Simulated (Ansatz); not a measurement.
Redistribution: C4H9Br + C2H4F2 → C5H12 + CHBrF2

Species: C4H9Br (2-bromo-2-methylpropane) `CC(C)(C)Br`, singlet; C2H4F2 (1,1-difluoroethane) `CC(F)F`, singlet; C5H12 (neopentane) `CC(C)(C)C`, singlet; CHBrF2 (bromodifluoromethane) `FC(F)Br`, singlet. The partners trade Br for CH3; both sit on C, so the bond types are kept.

Shapes, held fixed at every level: PBE0-D4/def2-TZVP. Programs: Ansatz 0.2.0. Electronic energies: no zero-point or thermal term.

(1) Estimate ΔE of this reaction.

## Answers

(1) The highest level, CCSD(T)/def2-TZVPP, gives ΔE = +45.8 kJ/mol; the levels span +36.5 to +47.2. The column of differences is taken from that level and isn't an error. No measured value is set beside it here. Relativity is left out for Br unless named. Correlated rows may include outer-core shells of Br, which these sets cover unevenly.

| level | kind | ΔE (kJ/mol) | less CCSD(T)/def2-TZVPP |
| --- | --- | --- | --- |
| SPW92/def2-TZVPP | LDA | +36.5 | -9.3 |
| PBE-D4/def2-TZVPP | GGA | +37.2 | -8.6 |
| r2SCAN-D4/def2-TZVPP | meta-GGA | +41.8 | -4.0 |
| B3LYP-D4/def2-TZVPP | global hybrid | +44.1 | -1.7 |
| PBE0-D4/def2-TZVPP | global hybrid | +41.8 | -4.0 |
| B2PLYP/def2-TZVPP | double hybrid | +46.4 | +0.6 |
| MP2/def2-TZVPP | perturbation theory | +47.2 | +1.4 |
| CCSD(T)/def2-TZVPP | coupled cluster or CI | +45.8 | 0.0 |

The exchange is clearly uphill at every level, so bromine prefers the tert-butyl carbon and methyl the difluorinated one. Because the bond types are kept, the energy reflects how the remaining substituents tune the C–Br and C–C bonds. Two fluorines leave their carbon strongly electron-poor. A methyl group can relieve this by polarisation and hyperconjugation, whereas bromine is a weaker donor and itself withdraws through the σ framework. In the tert-butyl group, by contrast, three alkyl groups support the positive end of the C–Br dipole, a stabilisation largely lost in nonpolar neopentane. Crowding among the four methyl groups of neopentane probably adds a smaller penalty, as the long C–Br bond eases such contacts in the bromide.

LDA and the GGA give the least endothermic values, perhaps because they favour the delocalised density around the trihalogenated carbon too much. Exact exchange alone does not order the results, since r2SCAN-D4 and PBE0-D4 both give +41.8 kJ/mol. The total energy does not separate the electronic from the steric contribution.
